## Question

Rutile-type TaO₂ is stretched or squashed along its $c$ axis while the volume is held constant. The energies come from a PBEsol calculation without spin polarisation. The oxygens keep their fractional coordinates, so they move with the cell but don't relax within it.

TaO2 (P4_2/mnm, 6-atom cell, starting a = 4.951, c = 2.851 Å), with the axial ratio c/a varied at fixed volume and fixed fractional coordinates. Ansatz 0.2.0, plane-wave PAW, scalar-relativistic PBEsol, no spin polarisation, 420 eV cutoff, 12×12×18 k mesh, Gaussian smearing of 0.15 eV. Energies are free energies relative to the starting cell; pressure is positive in compression.

| axial ratio (over its starting value) | energy change (meV/atom) | pressure (GPa) |
| --- | --- | --- |
| 0.8 | 467.1 | 8.77 |
| 0.85 | 231.0 | 4.52 |
| 0.92 | 55.4 | 1.23 |
| 0.96 | 12.7 | 0.32 |
| 1 | 0.0 | -0.03 |
| 1.05 | 15.9 | 0.23 |
| 1.1 | 58.1 | 1.19 |
| 1.2 | 196.3 | 4.96 |
| 1.3 | 379.7 | 10.81 |

Each Ta atom has two apical Ta–O bonds, which lie across $c$, and four equatorial ones, which are inclined to it. Bond lengths and stresses of the same runs are in the printed output after this text.

(a) Compare the energy change at axial ratios 0.8 and 1.2. How much of the difference is due to the choice of coordinate?

(b) Can stretching and squeezing of the Ta–O bonds explain what remains? If not, what can?

(c) Why is the pressure positive at both ends, although the volume never changes? Why is it higher at 0.96 than at 1.05?

## Model answer

**(a)** Squashing to 0.8 costs 2.4 times as much as stretching to 1.2. The two deformations are not equally large, however, because the true opposite of multiplying by 0.8 is dividing by 0.8, which gives 1.25. Interpolation between the rows puts the energy there at about 284 meV/atom, against 467 at 0.8. A factor of 1.6 survives this fairer comparison, and it needs a physical cause.

**(b)** The Ta–O bonds are the natural first suspects. At 1.3 the apical bonds are 0.17 Å shorter than in the starting cell and the equatorial ones 0.12 Å longer. At 0.8 the apical bonds are 0.15 Å longer, but the equatorial ones are only 0.04 Å shorter. Equal harmonic springs on these bonds would therefore make 1.3 about twice as expensive as 0.8, whereas the calculation finds 0.8 the more expensive. Real bonds resist squeezing more than stretching, which would make matters worse, since the strongly squeezed bonds are those at 1.3.

The stresses show where to look instead. Across $c$, the stress grows almost in proportion to the logarithm of the axial ratio, with nearly the same slope on both sides. Along $c$ it behaves quite differently: per unit of logarithmic strain it reaches 330 GPa at 0.8 but only 95 GPa at 1.3. The crystal pushes back ever harder when $c$ is shortened, while its pull hardly grows any more at the stretched end. The asymmetry of the energy thus comes from the response along $c$.

The geometry suggests why. Along $c$, every atom faces its own periodic image at a distance of exactly $c$: Ta faces Ta, and O faces O. Shortening the axis brings these pairs together in full proportion, from 2.85 Å to 2.46 Å at 0.8, whereas the inclined bonds can swing towards the plane and keep most of their length. Oxide ions are roughly 2.8 Å across, so the oxygens already touch at the start. Squashing makes their filled shells overlap more, and the Ta–Ta pairs, which are just as close, may resist through their own inner shells as well as their like charges. The repulsion between overlapping shells rises steeply, roughly exponentially, as the distance falls.

On lengthening, the same repulsion fades. What remains is the pull of the rest of the crystal, which the repulsion balanced in the starting cell. Once the repulsion has mostly gone, further stretching can release little more of it, so the restoring stress levels off. Repulsion between close contacts along $c$ can thus account for both the steep side and the soft side. On the soft side it probably has help: the inclined Ta–O bonds are stretched there, and a stretched bond is expected to pull back less than a harmonic spring would. Each Ta⁴⁺ ion also keeps one d electron, which may bind it to its neighbours along $c$; that pull, too, would be expected to weaken with distance.

A simple model puts this into a formula. Let $x$ be the axial ratio and $d$ the change of $c$ from its starting length. The response across $c$ is treated as harmonic. Along $c$, an exponential repulsion is balanced at $d=0$ by a constant pull:

$$\Delta E = K(\ln x)^2 + B\left[e^{-d/s}-1+\frac{d}{s}\right]$$

The last two terms in the bracket make both the energy and its slope vanish in the starting cell. The constant $K$ can be estimated from the stress. At fixed volume, a strain $\ln x$ changes the logarithm of each of the two lengths across $c$ by $-\tfrac{1}{3}\ln x$. Two such directions, and the factor of one half in a harmonic energy, together leave a factor of one third. With a slope of about 100 GPa and a volume of 11.65 Å³ per atom, the work is

$$K \approx \tfrac{1}{3}\times 11.65\ \text{Å}^3\times 100\ \text{GPa} \approx 2.4\ \text{eV},$$

since 1 eV/Å³ is about 160 GPa.

Now take the row at 0.8. Here $(\ln x)^2 = 0.050$, so the first term gives about 120 meV. The fit to the work along $c$ gave $B = 168$ meV and $s = 0.2575$ Å. With $d=-0.394$ Å, $-d/s$ is about 1.53, the bracket is about 2.1, and the second term is about 350 meV. The sum, some 470 meV/atom, agrees with the calculated 467, and three quarters of it come from the work along $c$.

**(c)** The pressure is the mean of three stresses, two across $c$ and one along it. At 0.8 the crystal pushes outwards with 74 GPa along $c$ and pulls inwards with 24 GPa in each direction across it. At 1.3 the roles are exchanged: it pushes with 29 GPa in the two directions across $c$ and pulls with 25 GPa along it. In both cases the push outweighs the pull, mainly because of the one-sided response along $c$ found in (b). At 0.8 the push along $c$ has grown faster than in proportion to the strain, and at 1.3 the pull along $c$ has lagged behind it. The deformed crystal would like a larger volume.

The same fact can be read as an energy. Pressure is minus the derivative of energy with respect to volume, so a pressure above that of the starting cell means that the deformation would cost more in a smaller cell. At 0.8 the rise of 8.8 GPa, multiplied by 11.65 Å³, is 0.64 eV. Divided by the energy change of 0.467 eV, this gives 1.4. Each per cent of lost volume would thus raise the price of this deformation by about 1.4 per cent.

The order of 0.96 and 1.05 looks irregular, since the smaller strain has the higher pressure. For small strains, the stress along $c$ has a slope of about −198 GPa, the mean of −220 and −176 in the rows on either side of the start. The two stresses across $c$, averaged in the same way, together contribute about +193 GPa. These linear parts nearly cancel, which is why the pressure rises on both sides at all. The small negative remainder lifts the pressure slightly on the short side and lowers it on the long side. The −0.03 GPa at the start is only what the relaxation of the cell left over.

## Remarks on the reasoning

*What is shown and what is argued.* The failure of the Ta–O springs and the one-sided response along $c$ can be read from the calculation. That close contacts cause this response is an inference from geometry. Ta–Ta and O–O distances along $c$ are equal in every row, so their shares can't be told apart here. An answer that names only one of the two claims too much.

*What the fit is worth.* The exponential was fitted to the work along $c$ in all nine rows, and the harmonic term to the work across it, so the worked row is no independent test. The sum misses the energy by 6 meV/atom at 0.8 and by about 2 or less elsewhere; much of the larger miss comes from integrating the stress over widely spaced rows. The constants $B$ and $s$ lump together several kinds of contact and are not properties of one atom pair. The division into work along and across $c$ also assumes that stress is counted from zero outside pressure.

*What clamping the oxygens does.* Every strained energy is an upper limit, because relaxed oxygens could only lower it. The force on an oxygen is about 0.6 eV/Å at 0.8 but 3.7 eV/Å at 1.3. If the oxygens are held about equally stiffly in both cells, relaxation would lower the stretched side more. The asymmetry would then grow, so clamping is unlikely to have created it.

*What the minimum means.* No symmetry places the minimum at an axial ratio of 1; it lies there because the scan starts from a relaxed cell. It is a minimum along this path only. Metal atoms in the related oxide NbO₂ form pairs along the chains, and a cell with a single Ta–Ta spacing along $c$ can't show whether TaO₂ would do the same.

*How to carry the argument over.* For another crystal, first list the distances that follow the strained axis in full proportion, then those that can escape by rotating. If the first group contains neighbours that already touch, suspect the shortening side of being the steep one. Compare equal logarithmic strains before judging how steep it is.

The analysis program printed:

```
fit of energy_change on 9 rows: coefficient of springs 4566 +/- 701; rms 90.2, worst 0.8 -218, leave-one-out rms 151
fit of workc on 9 rows: coefficient of exp(-dc/s) - 1 + dc/s 167.5 +/- 0.96, s 0.2575; rms 2.31, worst 0.85 -5.02, leave-one-out rms 6.28
Geometry and stress (slopes at row 1 are void):
   row     c/a  c (A)  apical Ta-O (A)  equatorial Ta-O (A)  stress across c per log strain (GPa)  stress along c per log strain (GPa)  O force (eV/A)
   0.8  0.4607  2.457            2.161                2.025                                 105.8                               -329.9          0.6275
  0.85  0.4895  2.558            2.118                2.031                                 103.6                               -291.3          0.7217
  0.92  0.5298  2.697            2.063                2.045                                 99.27                               -243.7          0.5719
  0.96  0.5528  2.774            2.033                2.054                                 97.27                               -220.1          0.3257
   1.0  0.5758  2.851            2.006                2.066                                     0                                    0        -0.02008
  1.05  0.6046  2.945            1.974                2.081                                 96.01                               -176.1         -0.5517
   1.1  0.6334  3.038            1.943                2.099                                 97.13                               -156.1          -1.157
   1.2   0.691  3.219            1.888                2.138                                 102.2                               -122.4          -2.425
   1.3  0.7486  3.396            1.838                2.182                                 109.6                               -95.23          -3.729
Energies in meV/atom (last column void at row 1):
   row  work across c  work along c  harmonic plus wall  its miss  Ta-O springs only  percent rise of energy change per percent less volume
   0.8          124.8           347               473.4     6.252              248.7                                                   1.37
  0.85          65.23         169.2               229.6    -1.401              135.3                                                  1.432
  0.92          16.82         39.28               54.24    -1.157               37.2                                                  1.653
  0.96          4.054         8.969               12.32    -0.381              9.174                                                  2.003
   1.0              0             0                   0         0                  0                                                      0
  1.05          5.387         10.06               15.87    -0.034              14.06                                                  1.189
   1.1          20.96         36.42               57.68   -0.4206              55.93                                                  1.527
   1.2           79.5         114.7               194.6    -1.726                223                                                  1.848
   1.3          171.2         206.2               377.7    -2.032              503.3                                                  2.075
energy change at 0.8 over that at 1.2: 2.38
energy change interpolated at 1.25, the equal and opposite log strain to 0.8 (meV/atom): 284.2
energy change at 0.8 over that at 1.25: 1.644
axial ratio at which the Ta sublattice would be body-centred cubic: 1.737
rough energy gain if the volume relaxed at 1.3 (meV/atom): 16.99
```
